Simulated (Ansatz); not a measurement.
# HfO₂: energy above lowest point against volume scale

Results calculated with Ansatz 0.2.0, not measured. Free energy against uniform scaling of the volume at fixed shape and fractions; periodic cell, basis, potentials, k mesh and filling as listed.

The cell before it is scaled or strained (space group Fm-3m, No. 225):
```
HfO2
1.0
      0.0000     2.5575     2.5575
      2.5575     0.0000     2.5575
      2.5575     2.5575     0.0000
Hf O
1 2
Direct
  0.00000 0.00000 0.00000
  0.25000 0.25000 0.25000
  0.75000 0.75000 0.75000
```

Settings of every row: functional LDA; dispersion none; potentials all-electron LAPW; k mesh 6x6x6; k shift 0x0x0; occupations fixed; smearing width 0 eV; spin none; basis error target 0.0005 eV/atom.

Limits: minimum outside the range; no spin-orbit coupling, which can matter with elements this heavy.

```
row  volume scale  V (Å³/atom)  energy above lowest point (meV/atom)
  1          0.94       10.483                                     0
  2          0.96       10.706                                     6
  3          0.98       10.929                                  19.3
  4             1       11.152                                  39.2
  5          1.02       11.375                                  64.9
  6          1.04       11.598                                  95.9
  7          1.06       11.821                                     ?
```

Question: what energy above lowest point should row 7 give?

Worked fit of energy above lowest point. Take u = (V_r/V)^(2/3) − 1 with V_r = 11.04 Å³ an atom, which is twice the finite (Eulerian) strain; such expansions in the strain, on which the Birch-Murnaghan equation of state is built, carry the rest volume and the bulk modulus. The shown rows have u = 0.03512, 0.02069, 0.00676, -0.00671, -0.01973, -0.03234. Least squares give energy above lowest point = 28.43 − 1476.5 × u + 18922 × u² + 2090 × u³ meV/atom; a parabola predicts inner rows, each left out in turn, worse (root mean square 0.032 against 0.02 meV/atom). All shown rows lie on it to the printed digit. The withheld row has u = -0.04455, so the fit gives 28.43 − 1476.5 × (-0.04455) + 18922 × (-0.04455)² + 2090 × (-0.04455)³ = 131.6 meV/atom.

The calculation gave 131.6 meV/atom. The fit meets it to the printed digit. This row lies beyond the range of the fit.
